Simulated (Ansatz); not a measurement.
**Ligand exchange: GaH2I + C2H7N → GaH2(NH2) + C2H5I**

Species: GaH2I `[GaH2][I]`, singlet; C2H7N (ethanamine) `CCN`, singlet; GaH2(NH2), singlet; C2H5I `CCI`, singlet. The partners trade I for NH2: Ga–I and C–NH2 bonds give way to Ga–NH2 and C–I.

Shapes, held fixed at every level: PBE0-D4/def2-TZVP. Flexible molecules stand in one conformer, not always the lowest. Programs: Ansatz 0.2.0. The zero-point and thermal change to 298 K, harmonic and unscaled (PBE0-D4/def2-TZVP), is -5.6 kJ/mol.

| level | kind | ΔH(298 K) (kJ/mol) | less CCSD(T)/def2-TZVPP |
| --- | --- | --- | --- |
| HF/def2-TZVPP | Hartree–Fock | +73.4 | +29.2 |
| PBE-D4/def2-TZVPP | GGA | +48.7 | +4.5 |
| BHLYP-D4/def2-TZVPP | global hybrid | +59.4 | +15.2 |
| PBE0-D4/def2-TZVPP | global hybrid | +57.1 | +12.9 |
| wB97M-V/def2-TZVPP | range-separated hybrid | +51.5 | +7.3 |
| MP2/def2-TZVPP | perturbation theory | +40.6 | -3.6 |
| CCSD(T)/def2-SVP | coupled cluster or CI | +63.4 | +19.2 |
| CCSD(T)/def2-TZVPP | coupled cluster or CI | +44.2 | 0.0 |

The highest level, CCSD(T)/def2-TZVPP, gives ΔH(298 K) = +44.2 kJ/mol; the levels span +40.6 to +73.4. The column of differences is taken from that level and isn't an error. No measured value is set beside it here. For atoms past krypton def2 sets carry core potentials with scalar relativity. Relativity is left out for Ga unless named. Correlated rows may include outer-core shells of Ga, I, which these sets cover unevenly.

The exchange is endothermic at every level, so in enthalpy iodine stays on gallium and the amino group on carbon. The main reason is probably the carbon side: a strong C–N bond is given up for a weak C–I bond, in which the diffuse iodine 5p orbital overlaps poorly with carbon. Ga–NH2 gains from its polarity and from some donation of the nitrogen lone pair into the empty gallium p orbital, but Ga–I is itself a fairly strong polar bond, so the gain doesn't cover the loss.

Electron correlation favours the products, as Hartree–Fock gives the highest value and both MP2 and CCSD(T) in the same basis lie well below it. The basis matters as much as the choice of functional: going from def2-SVP to def2-TZVPP lowers the coupled-cluster result by 19.2 kJ/mol, so the sign is safer than the exact size. The result holds for isolated monomers, whereas aminogallanes tend to associate through Ga–N–Ga bridges, which could shift the balance towards the products.
